Test configurations of a Troullier-Martins semilocal pseudopotential for B, generated with ld1.x 7.5 (scalar-relativistic LDA-PZ, [He] core, nonlinear core correction in Bessel form, p channel as local potential, radii 1.15 bohr for s and 3.25 bohr for p). Energies are relative to the unpolarised reference 2s1.5 2p0 (charge +1.5); errors are all-electron minus pseudo.

| test configuration | test spin polarised | excitation energy all-electron (eV) | excitation error (meV) |
| --- | --- | --- | --- |
| 2s2 2p1 | no | -19.485 | 173.5 |
| 2s2 2p0 | no | -11.159 | 4.599 |
| 2s1 2p0 | no | 14.146 | 6.123 |
| 2s0 2p3 | no | -8.0843 | 466.5 |
| 2s1 2p1 | no | -5.2022 | 121.1 |
| 2s2 2p0.5 | no | -16.543 | 96.06 |
| 2s1 2p2 | no | -13.799 | 320.9 |
| 2s1.5 2p0 | yes | -0.12554 | 0.5442 |
| 2s2 2p1 | yes | -19.720 | 194.5 |

The zero of energy is the unpolarised +1.5 ion 2s1.5 2p0, so the excitation energies mix changes of charge, of s and p occupation and, in the two polarised rows, of spin. The excitation error is all-electron minus pseudo: a positive value, as in every row, means that the pseudo-atom lies too low relative to the reference. Seven rows are LDA atoms held at zero moment, so their open shells are not Hund's-rule states.

**The error follows 2p occupation.** The ions 2s2 2p0 and 2s1 2p1 both carry charge +1, yet their errors are 4.6 and 121 meV. The +2 ion 2s1 2p0 lies 14.1 eV above the reference and is off by only 6.1 meV, while the three neutral unpolarised rows spread from 173.5 to 466.5 meV in the order of their p count. Neither charge nor the size of the excitation sets the error. Neutral 2s2 2p1 therefore spoils the first ionisation energy, which the pseudo-atom makes 169 meV (2.0 % of 8.33 eV) too large; the second involves no p electron and is off by 1.5 meV.

**Why p and not s.** A norm-conserving pseudo-orbital equals the true one outside its radius; inside, only the total charge and the level are kept, not the shape. A nodeless Slater orbital with screened charge about 2.8 peaks near 1.4 bohr and holds about 95 % of its charge within 3.25 bohr but about 20 % within 1.15 bohr. This is crude, and the real 2p of the neutral atom is more diffuse, but it suggests that most of the 2p orbital is replaced and a much smaller part of the 2s. Because p was empty at generation, its shape never entered the screening that was subtracted to make the potential. Once p is filled, its density repels itself and the 2s electrons with the wrong spatial form. A smooth function stretched to 3.25 bohr plausibly sits further out than the true 2p and repels less, which would leave the pseudo-atom too low; that matches the sign but is an inference.

The scattering phases of the same calculation agree that p is the weak channel: at −1.12 Ry, near the p reference level of −1.42 Ry, the p error is 0.014 rad, and at −0.16 Ry it is 0.52 rad against −0.021 rad for s. A parabola through the 2s2 energies puts the neutral 2p level near −0.25 Ry. The match is only suggestive, since the phases belong to the ion's potential and vary steeply there, which magnifies any error. No bound ghost was found, and in plane waves s is the slowly converging channel, so neither explains the pattern. Core relaxation has the wrong sign: letting a core frozen at the reference relax lowers only the all-electron energy, which would push the error negative. The effect of the model core is not separated out.

**A second-order model.** By Janak's theorem ∂E/∂nᵢ = εᵢ, the level of orbital i, so the error is the level mismatch integrated along the change of occupation. The levels agree at the reference, so the expansion starts at second order:

error ≈ a Δs² + b Δs·p + c p²,

with Δs the 2s occupation minus 1.5 and p the 2p occupation. The coefficients measure mismatches in how fast levels rise on filling (a and c are half of them). The p-free rows give a ≈ 20 meV. Subtracting them from the one-p rows gives c + b/2 = 173.5 − 4.6 = 168.9 and c − b/2 = 121.1 − 6.1 = 115.0, hence c ≈ 142 and b ≈ 54 meV. This offers a reading of the first irregularity: a p electron in 2s2 2p1 costs more error than in 2s1 2p1 because it meets added rather than removed 2s charge. Since b was taken from that very difference, this is no test.

For 2s1 2p2, a row not used to fix the coefficients, the model gives 6 − 54 + 4 × 142 = 520 meV against 321 meV. For 2s2 2p0.5 it is about 54 against 96 meV. The model is too steep: low at small p, high at large p. Least squares over all seven unpolarised rows leaves 28 meV rms with three parameters, and misses 2s1 2p1 by 68 meV. A plain proportionality fitted the same way, 156 meV per p electron, leaves 17 meV rms; a term in the squared change of charge leaves 88 meV. All these misfits are far above the rounding of the table.

The proportionality describes better but cannot be the law, because the slope must vanish at the reference. Differences between rows give the mean 2p level mismatch: along 2s2 it falls from 183 to 155 meV as p fills, along 2s1 it rises from 115 to 200 meV. Second order demands the same rise per p electron in both. Parabolas through each series extrapolate to slopes at p = 0 whose mean is 135 meV, not zero, so higher orders matter and these coarse steps cannot fix them. One guess is that the mismatch grows fast on first filling and then levels off or falls towards neutrality; 2s0 2p3, at 155 meV per electron, is compatible with that, but also carries an unseparated s part. The data do not show the cause.

**Spin.** Polarising 2s2 2p1 lowers it by 235 meV all-electron and 256 meV in the pseudo-atom, an excess of 9 %; for the s moment of the reference ion the excess is 0.4 % of 126 meV. The defect again goes with p, on one row each. A possible cause is that displaced p density sits where the total density is lower and the relative polarisation higher.

A neighbouring configuration should err by a few meV if it only moves 2s by half an electron, and by 0.1–0.2 eV for each p electron; this is an atomic test and does not give the error in a solid. Whether the large radius or the empty, ionic p reference does most of the damage stays open, since both act in every row with p; a smaller p radius at the same reference would test the first, and a partly filled p shell at the same radius the second.
